**Note 1. Two meanings of $\beta$.** For a real field $\mathbf E(t)$ and a lossless, dispersionless response, the quadratic dipole is written either as a power series, $p_i=\beta^{P}_{ijk}E_jE_k$, or as a Taylor series, $p_i=\tfrac12\beta^{T}_{ijk}E_jE_k$, repeated indices summed. So $\beta^T_{ijk}=\partial^2p_i/\partial E_j\partial E_k=2\beta^P_{ijk}$ for every component. With $E=E_0\cos\omega t$ the $2\omega$ amplitude is $\tfrac12\beta^PE_0^2$ in both. The bulk law $P_i=\varepsilon_0\chi^{(2)}_{ijk}E_jE_k$, $\chi^{(2)}=2d$, is a power series.

**Note 2. Why $10=3+7$.** A fully symmetric rank-3 tensor (Kleinman symmetry) has 10 components and one independent trace, the vector $v_i=\beta_{ijj}$. The dipolar part is
$$\beta^{(1)}_{ijk}=\tfrac15\,(v_i\delta_{jk}+v_j\delta_{ik}+v_k\delta_{ij}),$$
where $1/5$ makes its trace equal $v_i$. The traceless remainder, with 7 components, is the octupolar part, $J=3$. With $|b_J|^2=\beta^{(J)}_{ijk}\beta^{(J)}_{ijk}$ one finds $|b_1|^2=\tfrac35v^2$ and $|b_1|^2+|b_3|^2=\beta_{ijk}\beta_{ijk}$. In point group $4mm$ let $a=\beta_{zzz}$, $b=\beta_{zxx}=\beta_{zyy}$, $g=\beta_{xxz}=\beta_{xzx}=\beta_{yyz}=\beta_{yzy}$. For $g=b$ the total is $a^2+6b^2$, and
$$|b_1|^2=\tfrac35(a+2b)^2,\qquad |b_3|^2=\tfrac25(a-3b)^2 .$$

**Note 3. Where the coefficients come from.** The beam travels along $X$ polarised along $Z$, the detector lies on $Y$, and the analyser passes $Z$ or $X$. An orientational average of a squared component is a rotation-invariant quadratic form. Each $J$ occurs once, so by Schur's lemma the form is $A|b_1|^2+B|b_3|^2$, and one test tensor per $J$ fixes it. Let the unit polarisation $\mathbf m$ make the angle $\theta$ with the crystal axis, $u=\cos\theta$, $s=\sin\theta$. The dipole has components $au^2+bs^2$ along $z$ and $2gus$ across it. Its part along $\mathbf m$ is $\beta_{ZZZ}$; its part normal to $\mathbf m$ is projected on a random direction of the normal plane, which gives a factor $1/2$:
$$\langle\beta_{ZZZ}^2\rangle=\big\langle u^2[au^2+(b+2g)s^2]^2\big\rangle,\qquad \langle\beta_{XZZ}^2\rangle=\tfrac12\big\langle s^2[(2g-a)u^2-bs^2]^2\big\rangle ,$$
with $u$ uniform on $[-1,1]$. The pure dipole $a=3$, $b=g=1$ has $|b_1|^2=15$ and averages $3$ and $1/3$. The pure octupole $a=2$, $b=g=-1$ has $|b_3|^2=10$ and averages $4/7$ and $8/21$. Hence
$$\langle\beta_{ZZZ}^2\rangle=\tfrac{9}{45}|b_1|^2+\tfrac{6}{105}|b_3|^2,\qquad \langle\beta_{XZZ}^2\rangle=\tfrac{1}{45}|b_1|^2+\tfrac{4}{105}|b_3|^2 .$$
The depolarisation ratio, with $\rho^2=|b_3|^2/|b_1|^2$, is
$$D=\frac{\langle\beta_{XZZ}^2\rangle}{\langle\beta_{ZZZ}^2\rangle}=\frac{7+12\rho^2}{63+18\rho^2},$$
which rises monotonically from $1/9$ to $2/3$. A single $\beta_{zzz}$ has $\rho^2=2/3$, averages $\beta_{zzz}^2/7$ and $\beta_{zzz}^2/35$, and $D=1/5$. Some authors quote $1/D$.

**Note 4. The model particle.** Take a single-domain tetragonal BaTiO$_3$ sphere of 50 nm diameter in water, pumped at 1064 nm, in the electrostatic limit. Its volume is $V=6.545\times10^{-23}$ m$^3$. The compiled lattice constants 3.994 Å and 4.034 Å (300 K, Wikipedia) give a cell of 64.35 Å$^3$, hence $1.02\times10^6$ cells. A field in the solvent enters the sphere reduced by $f=3\varepsilon_m/(\varepsilon+2\varepsilon_m)$, and the same boundary conditions make an impressed polarisation $P$ act outside as a dipole $fVP$ placed in the solvent. With the compiled $\varepsilon=5.75$ (He 2017) at both frequencies and $\varepsilon_m=1.77$ from an approximate index 1.33, $f=0.5716$ and $f^3=0.1867$. Then
$$p_z=K[d_{33}E_z^2+d_{31}(E_x^2+E_y^2)],\qquad p_x=2Kd_{15}E_xE_z,\qquad K=2\varepsilon_0Vf^3,$$
and likewise for $p_y$. Per pm/V, $K=2.164\times10^{-46}$ C$^3$ m$^3$ J$^{-2}=5.83\times10^{-26}$ esu (1 esu $=3.711\times10^{-21}$ C$^3$ m$^3$ J$^{-2}$). Typical bulk magnitudes serve as inputs: $d_{33}\approx7$ and $d_{31}\approx d_{15}\approx16$ pm/V, all of one sign. Below, $\beta$ is in units of $K\times$pm/V; extra figures only carry the arithmetic.

**Note 5. An attempt that is wrong.** *This calculation contains a mistake and its results must not be used.*

1. Read $a$ and $b$ as the coefficients of $E_z^2$ and $E_x^2$ in $p_z$: $a=7$, $b=16$.
2. Read $g$ as the coefficient of $E_xE_z$ in $p_x$: $g=32$.
3. Blame $g\neq b$ on broken Kleinman symmetry and symmetrise: $\bar b=(b+2g)/3=80/3$.
4. Then $a+2\bar b=60.3$, $a-3\bar b=-73$, $|b_1|^2=2184$, $|b_3|^2=2132$.
5. $\langle\beta_{ZZZ}^2\rangle=558.6$, $\langle\beta_{XZZ}^2\rangle=129.7$.

Wrong results: $D=0.232$, and $\beta_{\rm HRS}=(\langle\beta_{ZZZ}^2\rangle+\langle\beta_{XZZ}^2\rangle)^{1/2}=26.2$, that is $1.5\times10^{-24}$ esu.

**Note 6. The symptom.** The usual tests are blind here. Any symmetric tensor obeys $1/9\le D\le2/3$, and a lone $\beta_{zzz}$ never meets line 2. The warning is $g-b=16$, as large as $b$ itself, from inputs that obeyed $d_{15}=d_{31}$. Such inputs derive from one energy,
$$U=-K\left[\tfrac13d_{33}E_z^3+d_{31}E_z(E_x^2+E_y^2)\right],\qquad \mathbf p=-\nabla_{\mathbf E}U ,$$
and third derivatives of $U$ commute, so $g=b$ in either convention. A sharper test feeds the recipe $d_{33}=3$, $d_{31}=d_{15}=1$, for which $\mathbf p=K[\hat{\mathbf z}E^2+2E_z\mathbf E]$. This is built from one vector and Kronecker deltas, so it is pure $J=1$ with $D=1/9$. The recipe returns $\bar b=5/3$, $|b_3|^2=8/5$ and $D=0.121$: an octupole from nowhere.

**Note 7. The faulty line.** It is line 2. The summed form contains both $\beta_{xxz}E_xE_z$ and $\beta_{xzx}E_zE_x$, so the monomial $E_xE_z$ carries $2\beta^P_{xxz}=\beta^T_{xxz}$, whereas $E_z^2$ carries $\beta^P_{zzz}=\tfrac12\beta^T_{zzz}$. Polynomial coefficients are power-series components for squares and Taylor components for cross terms. Line 1 is in the power series, line 2 in the Taylor series. A finite-field fit invites the same slip.

**Note 8. The mended calculation.** In the power series $a=7$, $b=g=16$, so $a+2b=39$ and $a-3b=-41$.

| | attempt (wrong) | mended, power series |
|---|---|---|
| $\lvert b_1\rvert^2$ | 2184 | 912.6 |
| $\lvert b_3\rvert^2$ | 2132 | 672.4 |
| $\langle\beta_{ZZZ}^2\rangle$ | 558.6 | 220.9 |
| $\langle\beta_{XZZ}^2\rangle$ | 129.7 | 45.9 |
| $D$ | 0.232 | 0.208 |
| $\beta_{\rm HRS}$ | 26.2 | 16.3 |

The model's $\beta^P_{\rm HRS}$ is $9.5\times10^{-25}$ esu, or $0.9\times10^{-30}$ esu per cell. In the Taylor series $a=14$, $b=g=32$, so $\beta^T_{\rm HRS}=1.9\times10^{-24}$ esu and $D$ is unchanged. The value $D\approx1/5$ does not signal a dominant $\beta_{zzz}$: $D$ fixes only $\rho^2$, here 0.737, close to $2/3$ although $b$ exceeds $a$.

**Note 9. Size of the error.** The attempt's $\beta_{\rm HRS}$ is 1.61 times the power-series value and 0.80 times the Taylor value, so no relabelling rescues it. Against the power series the intensity is too large by 2.58. Since $\beta\propto V$, a signal from the 50 nm model particle would be assigned to a diameter of 43 nm. $D$ is 12 per cent too high. The other form of the slip, a whole tensor in one convention calibrated against a reference in the other, cancels from $D$ altogether; it costs a factor 2 in $\beta$, 4 in intensity and $2^{1/3}=1.26$ in diameter, and no polarisation scan reveals it.

**Note 10. What was neglected.** A tensor symmetric only in its last two indices has 18 components, the extra 8 being a second $J=1$ and a $J=2$. The second vector interferes with the first, so $D$ shifts linearly in $d_{15}-d_{31}$. A typical difference of about 1 pm/V at fixed $\bar b=16$ means $b=46/3$, $g=49/3$. The averages of Note 3 then keep 220.9 but turn 45.9 into 42.6, and $D=0.193$, 7 per cent lower. This rivals the slip's effect on $D$, so $D$ alone would hardly expose the slip. An approximate optical anisotropy $\varepsilon_x-\varepsilon_z\approx0.25$ lowers $b/a\propto(f_x/f_z)^2$ by $2\times0.25/9.29$, about 5 per cent, giving $D=0.205$. Retardation at 532 nm has size parameter $x=0.39$ in water, and corrections to the magnitude of relative order $x^2=0.15$. The model therefore supports $D\approx0.2$ and at most two figures in $\beta_{\rm HRS}$. As typical knowledge, effective coefficients of BaTiO$_3$ nanocrystals range from near the bulk value down to roughly a third of it, through domains and reduced tetragonality, so the model's $9.5\times10^{-25}$ esu tends to lie high, by up to a factor of about three.